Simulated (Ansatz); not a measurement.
**SiW₃ (Im-3m), a vibration from a frozen displacement**

Theory: DFT PBE, scalar-relativistic, plane waves, PAW in Ansatz 0.2.0. Cutoff 420 eV, Γ-centred 14×14×14 k-points, Gaussian smearing of 0.15 eV. Spin–orbit coupling is left out, which matters for the heavy elements here. No spin polarisation. Energies are free energies at this smearing, counted from the undisturbed cell; pressure is positive in compression.

The undisturbed cell (relaxed at this level; it needn't be the usual structure):

```
Si W
1.0
    -2.60377    2.60377    2.60377
     2.60377   -2.60377    2.60377
     2.60377    2.60377   -2.60377
Si W
1 3
Direct
  0.00000 0.00000 0.00000
  0.50000 0.50000 0.00000
  0.50000 0.00000 0.50000
  0.00000 0.50000 0.50000
```

Every Si atom is moved by x along the Cartesian unit vector (0.000, 0.000, -1.000); the cell and all other atoms stay fixed. The cell's volume is 70.61 Å³; the moved atoms weigh 28.085 u together and the others 551.520 u.

```csv
x (Å),ΔE (meV/cell),total force on the moved atoms along the move (eV/Å),pressure (GPa)
-0.1000,25.12,0.5199,0.3641
-0.0500,6.11,0.2468,0.1043
0.0000,0.00,0.0000,0.0178
0.0750,13.91,-0.3785,0.2125
```

What frequency belongs to this motion?

The force constant is k = −dF/dx = 4.980 eV/Å², from the parabola through x = -0.0500, 0 and 0.0750. In every cell the moved atoms swing against the rest, so the mass is μ = m₁m₂/(m₁ + m₂) = 26.724 u, and ν̃ = 521.5 cm⁻¹ × √(|k|/μ) = 225 cm⁻¹. The pattern needn't be a normal mode: ν̃² is then a weighted mean of the squared nonzero frequencies at the zone centre of this cell, so it lies between the lowest and the highest of them.

How far does the harmonic law reach?

At x = -0.100 Å, kx²/2 = 24.90 meV against the computed 25.12 meV (+0.9 %): the well is still close to harmonic there.

In a metal these slopes depend on the k mesh and the smearing.

The silicon atom sits in a well that stiffens slightly with amplitude: the ratio of force to displacement grows from the smallest step to the largest. Because the site is an inversion centre, this hardening must be quartic to leading order, probably from short-range Si–W repulsion as silicon closes in on a tungsten neighbour. The parabola through unequal steps absorbs part of it, so 4.980 eV/Å² and 225 cm⁻¹ are slightly too high, and the close energy match at the largest step understates the anharmonicity.

Pressure rises for displacements of either sign, so the force constant falls as the cell expands, the usual sign for a mode governed by short-range repulsion.

By symmetry the motion mixes only the two infrared-active optical triplets; the frequency is an average over these, weighted towards modes in which the light silicon moves most. The silent triplet, in which only tungsten moves, is not probed, so the positive curvature does not establish that this structure is dynamically stable.
